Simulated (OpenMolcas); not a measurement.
## Exact exchange and the HOMO–LUMO gap of CHClFGeN

The species is CHClFGeN (6 atoms), meant as a singlet with charge 0. SMILES: `N#[C][GeH]([F])[Cl]`. The shape is that of a PBE0-D4/def2-TZVP optimisation.

The HOMO–LUMO gap y, in eV, basis cc-pVDZ; a is the functional's share of exact exchange. Programs: OpenMolcas 26.06.

| functional | program | a | y (eV) |
| --- | --- | --- | --- |
| r2SCAN | OpenMolcas | 0 | 6.75 |
| TPSS | OpenMolcas | 0 | 6.44 |
| B3LYP | OpenMolcas | 0.2 | ? |
| PBE0 | OpenMolcas | 0.25 | 8.59 |
| BHLYP | OpenMolcas | 0.5 | 10.94 |

Q: Fit y = c + s·a to the known rows and predict B3LYP.

A: 
1. Means of the 4 rows: a = 0.1875, y = 8.180.
2. Σ(Δa)² = 0.17188, Σ(Δa·Δy) = 1.4825, so the slope is 1.4825/0.17188 = 8.6252.
3. Intercept: 8.180 − (8.6252) × 0.1875 = 6.563. The largest residual of the fit is 0.19.
4. B3LYP: 6.563 + (8.6252) × 0.2 = 8.29 eV.

The run gave 8.08 eV, so the prediction is off by +0.21 eV, about the largest residual. Exact exchange lowers occupied levels and raises empty ones. The rows mix families of semi-local functionals, which the line can't see.

The gap widens at every step up in exact exchange, from 6.44 and 6.75 eV without any to 10.94 eV for BHLYP, with the computed B3LYP value of 8.08 eV falling in order. Semi-local exchange acts on occupied and empty orbitals through the same semi-local operator, whereas the exact exchange operator is nonlocal and stabilises mainly the occupied orbitals. An empty orbital then feels the repulsion of all the electrons with little compensating exchange, and so moves towards an electron-attachment level. The occupied edge is probably chlorine lone-pair or cyanide π in character, and the empty edge probably has germanium–ligand antibonding character.

The two functionals without exact exchange already differ by more than the B3LYP prediction error, so that miss is no evidence of curvature in the dependence on a. The slope is therefore best read as an approximate sensitivity, not as a constant of the molecule. Nor do these orbital gaps give the optical absorption onset, which electron–hole attraction normally places below the fundamental gap.
